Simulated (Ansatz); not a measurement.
**Ligand exchange: C4H8O + SnH3(NH2) → C3H7NO + SnH3(CH3)**

Species: C4H8O (2-butanone) `CCC(C)=O`, singlet; SnH3(NH2), singlet; C3H7NO (propionamide) `CCC(N)=O`, singlet; SnH3(CH3), singlet. The partners trade CH3 for NH2: C–CH3 and Sn–NH2 bonds give way to C–NH2 and Sn–CH3.

Shapes, held fixed at every level: PBE0-D4/def2-TZVP. Flexible molecules stand in one conformer, not always the lowest. Programs: Ansatz 0.2.0. Electronic energies: no zero-point or thermal term.

```tsv
level	kind	ΔE (kJ/mol)	less CCSD(T)/def2-TZVPP
HF/def2-TZVPP	Hartree–Fock	-42.4	-1.0
r2SCAN-D4/def2-TZVPP	meta-GGA	-52.7	-11.3
B3LYP-D4/def2-TZVPP	global hybrid	-47.5	-6.1
wB97X-V/def2-TZVPP	range-separated hybrid	-46.3	-4.9
B2PLYP/def2-TZVPP	double hybrid	-45.6	-4.2
MP2/def2-TZVPP	perturbation theory	-44.2	-2.8
CCSD/def2-TZVPP	coupled cluster or CI	-41.1	+0.3
CCSD(T)/def2-TZVPP	coupled cluster or CI	-41.4	0.0
```

The highest level, CCSD(T)/def2-TZVPP, gives ΔE = -41.4 kJ/mol; the levels span -52.7 to -41.1. The column of differences is taken from that level and isn't an error. No measured value is set beside it here. For atoms past krypton def2 sets carry core potentials with scalar relativity. Outer-core shells of Sn are correlated in most correlated rows, in sets that cover them unevenly.

Every level puts the amide and methylstannane below the ketone and stannylamine, with CCSD(T) giving -41.4 kJ/mol. The main driving force is probably amide conjugation: on the acyl carbon, the nitrogen lone pair donates into the carbonyl π* orbital, a stabilisation that the methyl group of the ketone can match only weakly through hyperconjugation. Bond polarity alone would pull the other way, since electropositive tin favours the more electronegative amino group. The sign of ΔE therefore suggests that the acyl group's preference for nitrogen outweighs tin's.

Hartree–Fock already lies close to the coupled-cluster result, which points to extensive cancellation of correlation energy between the two sides rather than to weak correlation in the molecules themselves. The triples correction is also small. The density functionals all make the exchange more exothermic, r2SCAN-D4 most of all, possibly because they overstate delocalisation in the amide. The exchange energy alone doesn't separate amide stabilisation from the intrinsic difference between the Sn–N and Sn–C bonds.
